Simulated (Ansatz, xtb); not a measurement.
## Ligand exchange: HOF + SnH3(NH2) → H3NO + SnH3F

Species: HOF (hypofluorous acid) `OF`, singlet; SnH3(NH2), singlet; H3NO (hydroxylamine) `NO`, singlet; SnH3F `[F][SnH3]`, singlet. The partners trade F for NH2: O–F and Sn–NH2 bonds give way to O–NH2 and Sn–F.

Shapes, held fixed at every level: PBE0-D4/def2-TZVP. Flexible molecules stand in one conformer, not always the lowest. Programs: Ansatz 0.2.0, xtb 6.7.1. The zero-point and thermal change to 298 K, harmonic and unscaled (PBE0-D4/def2-TZVP), is +6.9 kJ/mol.

**Question.** Estimate ΔH(298 K) of this reaction.

**Answer.** The highest level, CCSD(T)/def2-TZVPP, gives ΔH(298 K) = -236.6 kJ/mol; the levels span -277.5 to -236.6. The column of differences is taken from that level and isn't an error. No measured value is set beside it here. For atoms past krypton def2 sets carry core potentials with scalar relativity. Outer-core shells of Sn are correlated in most correlated rows, in sets that cover them unevenly. CCSD(T)/def2-TZVPP lies outside the range of all other levels here, so it shouldn't be taken on trust.

```
              level                    kind  ΔH(298 K) (kJ/mol)  less CCSD(T)/def2-TZVPP
           GFN1-xTB          semi-empirical              -247.8                    -11.2
        HF/def2-SVP            Hartree–Fock              -277.5                    -40.9
BHLYP-D4/def2-TZVPP           global hybrid              -256.2                    -19.6
 PBE0-D4/def2-TZVPP           global hybrid              -242.1                     -5.5
 wB97X-V/def2-TZVPP  range-separated hybrid              -246.0                     -9.4
   CCSD(T)/def2-SVP   coupled cluster or CI              -241.3                     -4.7
      CCSD/def2-SVP   coupled cluster or CI              -248.0                    -11.4
    CCSD/def2-TZVPP   coupled cluster or CI              -243.2                     -6.6
 CCSD(T)/def2-TZVPP   coupled cluster or CI              -236.6                      0.0
```

Every level makes the exchange strongly exothermic, so its direction is secure even though its size is less so. The driving force is the pairing of fluorine with electropositive tin. The O–F bond is weak, with lone pairs crowded on two small, electronegative atoms, whereas Sn–F is strong and highly polar. Giving up Sn–N for another weak bond, O–N, offsets only part of that gain.

In the def2-SVP basis the reaction enthalpy shrinks in magnitude from -277.5 kJ/mol with Hartree–Fock to -248.0 with CCSD and -241.3 with CCSD(T). Correlation therefore favours the reactants, probably because mean-field theory underbinds O–F more severely than the bonds that replace it. Triples and the larger basis each shift the coupled-cluster result in the same direction, which accounts for CCSD(T)/def2-TZVPP lying at the least exothermic end; that position alone doesn't signal a failure. The closeness of PBE0 to it may owe something to error cancellation. None of these enthalpies shows whether the exchange is kinetically accessible.
